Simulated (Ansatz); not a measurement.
**Strength of the S–Si bond: SiH2(SH)2 → SiH2(SH) + HS**

Species: SiH2(SH)2, singlet; SiH2(SH), doublet; HS, doublet. 

Shapes, held fixed at every level: PBE0-D4/def2-TZVP. Flexible molecules stand in one conformer, not always the lowest. Programs: Ansatz 0.2.0. The zero-point and thermal change to 298 K, harmonic and unscaled (PBE0-D4/def2-TZVP), is -10.5 kJ/mol.

| level | kind | ΔH(298 K) (kJ/mol) | less CCSD(T)/CBS estimate | CPU time (sum over the molecules) |
| --- | --- | --- | --- | --- |
| HF/def2-SVP | Hartree–Fock | +251.2 | -121.5 | – |
| HF/def2-TZVPP | Hartree–Fock | +257.0 | -115.7 | – |
| PBE-D4/def2-TZVPP | GGA | +360.0 | -12.7 | 9 s |
| B3LYP-D4/def2-TZVPP | global hybrid | +348.1 | -24.6 | 14 s |
| PBE0-D4/def2-TZVPP | global hybrid | +360.1 | -12.6 | 9.9 s |
| r2SCAN0-D4/def2-TZVPP | global hybrid | +349.7 | -23.0 | 15 s |
| wB97M-V/def2-TZVPP | range-separated hybrid | +373.9 | +1.2 | 34 s |
| CCSD(T)/CBS estimate | coupled cluster or CI | +372.7 | 0.0 | 2.3 min |

The highest level, CCSD(T)/CBS estimate, gives ΔH(298 K) = +372.7 kJ/mol; the levels span +251.2 to +373.9. The column of differences is taken from that level and isn't an error. Hartree–Fock misses the correlation of the pair that is broken and comes out low. No measured value is set beside it here. Open shells run unrestricted unless RO is named. The CBS estimate extrapolates MP2 from def2-TZVPP and def2-QZVPP and adds CCSD(T) − MP2 in the triple-zeta set, cores frozen. Times are processor times on shared x86 and Arm servers, and rough.

Breaking the S–Si bond homolytically costs +372.7 kJ/mol at the highest level, which marks a strong single bond. Silicon is the more electropositive partner, so the bond's polarity adds to the covalent 3p overlap, and donation from the sulfur lone pairs into neighbouring σ* orbitals probably stabilises the intact dithiol further. Neither fragment recovers much of this: the unpaired electron stays largely on sulfur in HS and on a pyramidal silicon centre in the silyl radical.

Enlarging the basis barely moves the Hartree–Fock result, so its shortfall is not mainly a basis-set effect. Among the density functionals, exact exchange alone does not set the order: PBE and PBE0 nearly coincide, while B3LYP and r2SCAN0 fall lower and wB97M-V lies closest to the coupled-cluster value. This suggests that the balance between exchange and correlation matters more than the hybrid fraction. Spin–orbit stabilisation of the HS radical's ²Π ground state, absent from these energies, would lower the bond enthalpy slightly.
